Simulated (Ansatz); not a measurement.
Redistribution: GeH2(CH3)Cl + GeH(CH3)Cl2 → GeH2Cl2 + GeH(CH3)2Cl

Gas-phase species: GeH2(CH3)Cl, singlet; GeH(CH3)Cl2, singlet; GeH2Cl2 (dichlorogermane) `[Cl][GeH2][Cl]`, singlet; GeH(CH3)2Cl, singlet. The partners trade CH3 for Cl; both sit on Ge, so the bond types are kept.

Shapes, held fixed at every level: PBE0-D4/def2-TZVP. Programs: Ansatz 0.2.0. The zero-point and thermal change to 298 K, harmonic and unscaled (PBE0-D4/def2-TZVP), is -0.1 kJ/mol.

| level | kind | ΔH(298 K) (kJ/mol) | less CCSD(T)/def2-TZVPP |
| --- | --- | --- | --- |
| r2SCAN-D4/def2-TZVPP | meta-GGA | +8.5 | +1.0 |
| wB97M-V/def2-TZVPP | range-separated hybrid | +8.0 | +0.5 |
| B2PLYP/def2-TZVPP | double hybrid | +8.1 | +0.6 |
| MP2/def2-SVP | perturbation theory | +7.9 | +0.4 |
| CCSD(T)/def2-SVP | coupled cluster or CI | +7.5 | 0.0 |
| CCSD/def2-TZVPP | coupled cluster or CI | +7.5 | 0.0 |
| CCSD(T)/def2-TZVPP | coupled cluster or CI | +7.5 | 0.0 |

The highest level, CCSD(T)/def2-TZVPP, gives ΔH(298 K) = +7.5 kJ/mol; the levels span +7.5 to +8.5. The column of differences is taken from that level and isn't an error. No measured value is set beside it here. Relativity is left out for Ge. Outer-core shells of Ge are correlated, in sets that cover them unevenly.

The redistribution is mildly endothermic at every level, so the enthalpy favours the two mixed methylchlorogermanes on the left. Because the zero-point and thermal term is only -0.1 kJ/mol, the preference is essentially electronic. Ge–H, Ge–C and Ge–Cl bonds are conserved in number, and so are the Cl/Cl pairs sharing a germanium, so extra crowding or repulsion between chlorines can't be the cause. What changes is the partner of methyl: one CH3/Cl and one CH3/H pairing give way to one CH3/CH3 and one H/Cl pairing. The cost probably reflects the loss of a favourable donor–acceptor combination, in which the polarisable, electron-releasing methyl group offsets the charge that chlorine withdraws from germanium, with some donation into Ge–Cl antibonding orbitals.

The same conservation lets most correlation and basis-set errors cancel, which is why CCSD and CCSD(T) coincide at +7.5 kJ/mol and the simpler methods lie close by. The sign of the enthalpy is therefore well supported, but it doesn't show how quickly the groups would exchange.
